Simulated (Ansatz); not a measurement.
**Correcting a cheap level on fluorocarbon molecules**

The vertical ionisation energy (cation less neutral) in eV of 7 fluorocarbon molecules: x at wB97M-V/def2-TZVPP, y at CCSD(T)/def2-TZVPP. Shapes, held fixed at every level: PBE0-D4/def2-TZVP. Flexible molecules stand in one conformer, not always the lowest. Programs: Ansatz 0.2.0.

| molecule | x (eV) | y (eV) |
| --- | --- | --- |
| C5H3F5 (SMILES FC1=C(F)C(F)(F)C(F)C1) | 10.24 | 10.47 |
| C2H2F2 (vinylidene fluoride) | 10.41 | 10.55 |
| C3F6 (hexafluoropropylene) | 10.79 | ? |
| C4H3F5 (SMILES FC/C(F)=C\C(F)(F)F) | 10.96 | 11.16 |
| C4H3F5 (SMILES F/C(=C/C(F)F)C(F)F) | 11.03 | 11.24 |
| C2F2 (SMILES FC#CF) | 11.10 | 11.27 |
| C4F8 (octafluorocyclobutane) | 11.88 | 12.10 |

Question: Fit y = c + s·x to the known rows and predict y for C3F6.

Answer: 
1. Means of the 6 rows: x = 10.9367, y = 11.132.
2. Σ(Δx)² = 1.6885, Σ(Δx·Δy) = 1.7141, so the slope is 1.7141/1.6885 = 1.0152.
3. Intercept: 11.132 − (1.0152) × 10.9367 = 0.029. The largest residual of the fit is 0.047.
4. C3F6: 0.029 + 1.0152 × 10.79 = 10.98 eV.

CCSD(T)/def2-TZVPP gives 10.98 eV, so the prediction is off by 0.00 eV: they agree to the digits shown. Uncorrected, wB97M-V/def2-TZVPP misses it by -0.19 eV, and the other rows by 0.19 on average. The line removes about 100 % of this miss. Left out in turn, the other rows are missed by 0.04 eV on average, so much of the error is systematic among these molecules. Cations run unrestricted.

The ionisation energies follow the orbital that loses the electron. In the unsaturated molecules this is chiefly the C–C π orbital, which fluorine stabilises by induction but destabilises through lone-pair donation. Octafluorocyclobutane has no π bond, so the electron must leave its strongly stabilised σ framework, and its value is the highest at both levels.

The fitted slope of 1.0152 is close to one, so the correction is essentially a uniform upward shift, and adding the mean offset would serve C3F6 almost as well. What remains is not purely random: the shortfall of wB97M-V is smallest for the two-carbon molecules and largest for the five-carbon ring, with C3F6 in between. This suggests an error that grows with the space available to the hole, possibly from residual delocalisation error in the cation. The near-exact hit therefore owes something to C3F6 being intermediate in both size and energy, and the typical left-out error of 0.04 eV is the fairer measure of accuracy. Agreement with experiment is not tested, since the coupled-cluster reference has its own basis-set error.
